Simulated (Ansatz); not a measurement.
## ScIr2: energy above lowest point and pressure against volume scale

All results are calculated (Ansatz 0.2.0). Free energy against uniform scaling of the volume at fixed shape and fractions; periodic cell, basis, potentials, k mesh and filling as listed.

The cell before it is scaled or strained (space group Fd-3m, No. 227):
```
CELL_PARAMETERS angstrom
0.00000 3.67400 3.67400
3.67400 0.00000 3.67400
3.67400 3.67400 0.00000
ATOMIC_POSITIONS crystal
Sc 0.00000 0.00000 0.00000
Sc 0.25000 0.25000 0.25000
Ir 0.62500 0.62500 0.62500
Ir 0.12500 0.62500 0.62500
Ir 0.62500 0.62500 0.12500
Ir 0.62500 0.12500 0.62500
```

Settings of every row: functional PBEsol; dispersion none; potentials PAW; wave cutoff 470 eV; density cutoff 1880 eV; k mesh 6x6x6; k shift 0x0x0; occupations methfessel paxton; smearing width 0.05 eV; spin none; xc grid level 3; SCF threshold exponent -6.

Limits: coarse k mesh, up to 40 meV an atom off; stress loosely converged; no spin-orbit coupling, which can matter with elements this heavy.

| row | volume scale | V (Å³/atom) | energy above lowest point (meV/atom) | pressure (GPa) |
| --- | --- | --- | --- | --- |
| 1 | 0.9 | 14.878 | ? | ? |
| 2 | 0.925 | 15.291 | 59.4 | 19.08 |
| 3 | 0.95 | 15.704 | 20.9 | 10.96 |
| 4 | 0.975 | 16.118 | 2 | 3.9 |
| 5 | 1 | 16.531 | 0 | -2.22 |
| 6 | 1.025 | 16.944 | 12.7 | -7.53 |
| 7 | 1.05 | 17.357 | 38.3 | -12.14 |
| 8 | 1.075 | 17.771 | 74.8 | -16.12 |
| 9 | 1.1 | 18.184 | 121 | -19.56 |

Question: what energy above lowest point and pressure should row 1 give?

Worked fit of energy above lowest point. Take u = (V_r/V)^(2/3) − 1 with V_r = 16.737 Å³ an atom, which is twice the finite (Eulerian) strain; such expansions in the strain, on which the Birch-Murnaghan equation of state is built, carry the rest volume and the bulk modulus. The shown rows have u = 0.06209, 0.04339, 0.02544, 0.00829, -0.00816, -0.02396, -0.03918, -0.05378. Least squares give energy above lowest point = 4.65 − 777.9 × u + 26207 × u² + 8381 × u³ meV/atom; a parabola predicts inner rows, each left out in turn, worse (root mean square 0.41 against 0.076 meV/atom). The rows lie off it by 0.0, 0.0, 0.0, 0.0, 0.0, 0.1, -0.1, 0.0. Its lowest point lies at u = 0.0147, or V = 16.37 Å³ an atom, and the curvature there gives the bulk modulus at fixed shape and fractions, B = (4/9)(1 + u)² E″(u)/V = 238 GPa. The withheld row has u = 0.08165, so the fit gives 4.65 − 777.9 × (0.08165) + 26207 × (0.08165)² + 8381 × (0.08165)³ = 120.4 meV/atom.

The calculation gave 120.4 meV/atom. The fit meets it to the printed digit. This row lies beyond the range of the fit.

Worked fit of pressure. Take u = (V_r/V)^(2/3) − 1 with V_r = 16.737 Å³ an atom, which is twice the finite (Eulerian) strain; such expansions in the strain, on which the Birch-Murnaghan equation of state is built, carry the rest volume and the bulk modulus. The shown rows have u = 0.06209, 0.04339, 0.02544, 0.00829, -0.00816, -0.02396, -0.03918, -0.05378. Least squares give pressure = −4.965 + 322.56 × u + 993.4 × u² + 773 × u³ GPa; a parabola predicts inner rows, each left out in turn, worse (root mean square 0.037 against 0.0066 GPa). The rows lie off it by 0.00, 0.00, 0.00, 0.00, 0.00, -0.01, 0.00, 0.00. The pressure vanishes at u = 0.0147, or V = 16.37 Å³ an atom, and there the bulk modulus at fixed shape and fractions is B = −V dP/dV = (2/3)(1 + u) dP/du = 238 GPa. The withheld row has u = 0.08165, so the fit gives −4.965 + 322.56 × (0.08165) + 993.4 × (0.08165)² + 773 × (0.08165)³ = 28.42 GPa.

The calculation gave 28.43 GPa. The fit lies 0.01 GPa (0.021 % of the column's range) below it, one unit of the last digit. This row lies beyond the range of the fit.
